**Q:** I have scanning tunnelling images computed for a bare face of hexagonal diamond, all at one tip height. Could I have estimated their brightness and their height relief by hand?

Ansatz 0.2.0, plane-wave PAW DFT (LDA, no spin polarization), Tersoff-Hamann images with an s-wave tip: clean (001) slab of hexagonal diamond, 12 C atoms. Cutoff 600 eV, 39 × 39 × 1 k mesh, Gaussian smearing 0.1 eV. Sample bias is from the Fermi level, with all states in its window counted full; the tip is 4 Å above the topmost nucleus, and corrugation is at that plane's mean density.

```csv
bias (V),log10 mean density (log10 of e/angstrom^3),bright over dark,corrugation (Å),brightest over,apparent barrier at 4 angstrom (eV)
-2.000,-5.462,1.838,0.193,C,9.584
-1.000,-5.462,1.838,0.193,C,9.585
-0.500,-5.462,1.839,0.193,C,9.586
-0.250,-5.519,1.693,0.169,C,9.283
0.250,-5.141,1.119,0.040,C,7.263
0.500,-4.629,1.057,0.022,flat,6.191
1.000,-4.395,1.038,0.015,flat,5.488
```

**A:** The brightness, yes, if you know two things: how many electrons the bias makes available at the surface, and how fast their waves die out in the vacuum. For the relief you also need the contrast between bright and dark spots. Negative bias images filled states of the sample, positive bias empty ones. The tip sees only the thin tail of those states, whose density averaged over the plane is the "log10 mean density". A state that reaches further can therefore outshine a more numerous one.

**Q:** How do I get the number of electrons?

**A:** Count dangling bonds. Each surface cell has one, and its band is about half full, so the filled part holds roughly one electron. The calculation puts 0.86 electrons on the top double layer of carbon once the bias reaches −0.5 V. Going on to −2 V adds almost none there, because the deeper states lie mostly in the lower part of the slab. Those three rows are thus one image.

**Q:** And the decay?

**A:** Under a barrier φ, a wave falls off exponentially at a rate proportional to √φ, and its density falls twice as fast. Take φ from the column "apparent barrier at 4 angstrom"; in an experiment it follows from how quickly the current drops as the tip retracts. With N for the number of electrons that the states of the bias window hold on the top double layer, empty states counted as if full, the density 4 Å above the topmost nucleus is

log₁₀(density) ≈ log₁₀ N + 0.1 − 1.78 √φ

with φ in eV and the density in electrons per Å³. The factor 1.78 follows from natural constants and the height. The 0.1 is adjusted to this surface; it absorbs the area of the cell and whatever happens close to the nuclei.

**Q:** Can we try it on both polarities?

**A:** Take a quarter of a volt each way. Such a window cuts through the band, so the count of dangling bonds no longer fixes N; the values here come from the calculation.

- At −0.25 V, N = 0.68 and √φ = 3.047, so the estimate is −0.17 + 0.1 − 5.42 = −5.49. The table has −5.52.
- At +0.25 V, N = 0.31 and √φ = 2.695, so the estimate is −0.51 + 0.1 − 4.80 = −5.21. The table has −5.14.

The empty states have room for less than half as many electrons, but their longer reach multiplies the density by about four. Reach wins, and the image at positive bias is the brighter one.

**Q:** What about the relief?

**A:** The tip follows a surface of constant density. Over a bright spot it must back off until the density has dropped by the ratio "bright over dark", which gives

corrugation ≈ ln(bright over dark) / (1.025 √φ)

in Å. At −0.25 V this is 0.527 / 3.12 = 0.169 Å, and at +0.25 V it is 0.112 / 2.76 = 0.041 Å. Both agree with the table to about 0.001 Å. That is largely geometry: it shows that one decay rate is good enough over so small a change in height, but you must still know the contrast.

**Q:** Why do the filled states have both the higher barrier and the stronger contrast?

**A:** Theory offers one reason for both. Energy tied up in motion along the surface doesn't help an electron to cross the barrier, so such a state decays faster. Contrast comes from interference between waves whose in-plane momenta differ by a lattice step. For a state with little in-plane momentum, the partner wave dies out much sooner and leaves a flat image. The images alone don't resolve momentum, but the level count of the calculation points this way. The highest window, +0.5 to +1 V, holds 15 distinct levels covering 121 points of the k mesh, just the count expected for the 15 innermost rings around the zone centre. The band thus appears to peak there, which leaves its filled half in the outer part of the zone. That fits the barrier at −0.25 V, whose excess over the work function corresponds to an in-plane wavenumber of 1.045 Å⁻¹, with the nearest zone edge at 1.438 Å⁻¹. The energy of the states also shifts the barrier, but by no more than the bias, too little for a spread of about 4 eV.

**Q:** Then may I simply use the work function as the barrier?

**A:** Not in general. The work function is 5.12 eV, and putting it into the rule makes the filled-state images 26 to 30 times too bright, and the one at +0.25 V still five times. At +1 V, where the apparent barrier has come down close to it, the error is only a factor of 1.6.

**Q:** How far can I trust the rule otherwise?

**A:** With N from the calculation, it gives every density in the table to within a factor of 1.2. The plain count of one electron serves for the filled states from −0.5 V down, but not for the empty ones. They spread deeper into the slab, only 0.54 electrons sit on the top double layer at +1 V, and N = 1 makes that image about twice too bright. Most of the work is done by φ, which is the slope of the very density being estimated: dropping N altogether and refitting the constant still holds within a factor of 1.63. The constant was fitted to the five distinct images, including both worked rows, so this measures how well the rule describes them; the printed output after this exchange has the details. Keep to 4 Å, since the barrier is a local slope there. The absolute barriers also carry some uncertainty, because the density functional behaves roughly in such thin density, and the highest levels of the run are only loosely converged.

**Q:** And for a real diamond surface?

**A:** Count its states afresh. The calculation holds the surface unreconstructed and without spin, whereas the related face of cubic diamond, cut at right angles to a body diagonal of the cube, is known to rebuild into chains when it is bare. A narrow half-filled band like this one may also split once spin is allowed, which would change N at small bias. If hydrogen caps the dangling bonds instead, their band disappears from around the Fermi level. N then collapses at small bias, and in this model, which leaves out band bending by the tip, the image is expected to go dark.

Output of the analysis:

```
fit of image_log10_mean_density - log10(N) + slope * root on 5 rows (bias > -0.75): constant 0.105 +/- 0.021; rms 0.0421, worst 0.25 -0.0641, leave-one-out rms 0.0526
  rows outside the fit (model, value, miss): -2.0 0.105, 0.1105, -0.00545; -1.0 0.105, 0.1121, -0.00703
Hand estimates:
    row  top-bilayer electrons  log10 of them  root barrier (eV^0.5)  rule log10 density  rule less computed  times too bright with work function  ln bright over dark  rule corrugation (A)
   -2.0                 0.8669       -0.06204                  3.096              -5.472            -0.01048                                29.68               0.6087                0.1919
   -1.0                 0.8643       -0.06334                  3.096              -5.474            -0.01206                                29.59               0.6087                0.1919
   -0.5                 0.8643       -0.06336                  3.096              -5.474            -0.01237                                29.59               0.6092                 0.192
  -0.25                 0.6755        -0.1704                  3.047              -5.494             0.02542                                26.37               0.5265                0.1687
   0.25                 0.3068        -0.5131                  2.695               -5.21            -0.06911                                5.016               0.1124               0.04072
    0.5                 0.4754        -0.3229                  2.488              -4.652            -0.02278                                2.391              0.05543               0.02174
    1.0                 0.5352        -0.2715                  2.343              -4.341             0.05368                                 1.57               0.0373               0.01554
Slope of log10 density at 4 A, per root eV: 1.78
Density decay constant 2 kappa, per A and root eV: 1.025
Largest error factor of the density rule: 1.173
Largest error factor if the number of states is ignored: 1.63
Largest miss of the corrugation rule (A): 0.001123
Density at +0.25 V over -0.25 V, computed: 2.388
Same ratio by the rule: 1.921
Part of the number of states in it: 0.4542
Part of the reach in it: 4.229
Corrugation at -0.25 V over +0.25 V, computed: 4.225
In-plane wavenumber that would explain the barrier at -0.25 V (1/A): 1.045
Nearest zone edge from the zone centre (1/A): 1.438
```
